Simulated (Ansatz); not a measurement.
## A ladder of methods for PH3S (SMILES [PH3]=S)

PH3S: 5 atoms, total charge 0, spin state singlet. As SMILES, `[PH3]=S`. Geometry: relaxed at GFN2-xTB.

```xyz
5

P     0.0079   -0.0066    0.0077
S     1.2617   -0.9411    1.1113
H    -1.1668    0.4619    0.5945
H    -0.5325   -0.6766   -1.0892
H     0.4297    1.1624   -0.6243
```

Quantity: the energy change with the P1–H3 bond stretched from 1.394 to 2.789 Å, in eV. The values are calculated.

```tsv
level	kind	program	value (eV)	less FCI/STO-3G	CPU time (all runs)
BLYP/STO-3G (restricted)	GGA	Ansatz	3.29	+0.93	1.4 s
PBE/STO-3G (restricted)	GGA	Ansatz	3.47	+1.11	1.4 s
r2SCAN0/STO-3G (restricted)	hybrid meta-GGA	Ansatz	4.48	+2.12	2.5 s
wB97M-V/STO-3G (restricted)	range-separated hybrid	Ansatz	4.82	+2.46	13 s
MP2/STO-3G (restricted)	perturbation theory	Ansatz	3.67	+1.31	0.23 s
CCSD/STO-3G (restricted)	coupled cluster or CI	Ansatz	2.64	+0.28	0.26 s
CCSDT/STO-3G (restricted)	coupled cluster or CI	Ansatz	2.37	+0.01	0.33 s
FCI/STO-3G	exact in the basis	Ansatz	2.36	0.00	2.1 s
```

FCI/STO-3G is exact within its basis and frozen core, so for wave-function methods in that basis the difference is their error; functionals converge differently with the basis, so for them it is only a difference. The first shape isn't each level's own minimum. The values span 2.36 to 4.82 eV. All rows use very small basis sets, so even the best lies far from the true value. CPU times are rough (shared hosts, several kinds of processor): they show what a rung costs within a factor of a few.

Stretching the P–H bond brings its bonding and antibonding orbitals close in energy, so the singlet needs both configurations to place one electron on each fragment. A restricted determinant instead retains ionic terms that make the stretched structure too high in energy. MP2 corrects this only partly, at 3.67 eV, because low-order perturbation theory is unreliable when the orbital gap shrinks. CCSD recovers most of the missing correlation, and connected triples bring the result to within 0.01 eV of FCI.

Among the functionals, the two GGAs give the smallest stretching energies and the two with exact exchange the largest. This fits the tendency of semilocal exchange to mimic some left–right correlation, which exact exchange removes. The absence of d polarisation functions probably weakens the description of tetracoordinate phosphorus and its polar P–S bond more than that of the radical fragment, lowering the cost of stretching. The close CCSDT agreement at this one stretched geometry doesn't establish equal accuracy along the whole dissociation curve.
